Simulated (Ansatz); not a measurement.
# BiSb: energy above lowest point against volume scale

Free energy against uniform scaling of the volume at fixed shape and fractions; periodic cell, basis, potentials, k mesh and filling as listed. The results are calculated, by Ansatz 0.2.0.

The cell before it is scaled or strained (space group R3m, No. 160):
```
BiSb
1.0
      2.2263     1.2854     3.9752
     -2.2263     1.2854     3.9752
      0.0000    -2.5707     3.9751
Sb Bi
1 1
Direct
  0.76803 0.76803 0.76803
  0.23197 0.23197 0.23197
```

Settings of every row: functional r2SCAN; dispersion D4; accuracy medium; potentials norm-conserving; wave cutoff 1230 eV; density cutoff 4920 eV; k mesh 5x5x5; k shift 0x0x0; occupations fixed; smearing width 0 eV; spin none.

Limits: no spin-orbit coupling, which can matter with elements this heavy; the cell comes from a prototype or a list of computed structures and needn't be the stable phase.

```
row  volume scale  V (Å³/atom)  energy above lowest point (meV/atom)
  1          0.92       31.396                                  24.5
  2        0.9467       32.307                                   7.3
  3        0.9733       33.215                                     0
  4             1       34.126                                   1.3
  5        1.0267       35.037                                     ?
  6        1.0533       35.945                                  24.9
  7          1.08       36.856                                  45.3
```

Question: what energy above lowest point should row 5 give?

Worked fit of energy above lowest point. Take u = (V_r/V)^(2/3) − 1 with V_r = 33.671 Å³ an atom, which is twice the finite (Eulerian) strain; such expansions in the strain, on which the Birch-Murnaghan equation of state is built, carry the rest volume and the bulk modulus. The shown rows have u = 0.04774, 0.02795, 0.00913, -0.00891, -0.04263, -0.05847. Least squares give energy above lowest point = −0.33 − 74.1 × u + 12284 × u² + 3462 × u³ meV/atom; a parabola predicts inner rows, each left out in turn, worse (root mean square 0.16 against 0.041 meV/atom). All shown rows lie on it to the printed digit. Its lowest point lies at u = 0.0030, or V = 33.52 Å³ an atom, and the curvature there gives the bulk modulus at fixed shape and fractions, B = (4/9)(1 + u)² E″(u)/V = 52.6 GPa. Letting shape and atoms relax would as a rule lower it, by much in layered, chain or molecular crystals. The withheld row has u = -0.02616, so the fit gives −0.33 − 74.1 × (-0.02616) + 12284 × (-0.02616)² + 3462 × (-0.02616)³ = 10.0 meV/atom.

The calculation gave 10 meV/atom. The fit meets it to the printed digit.
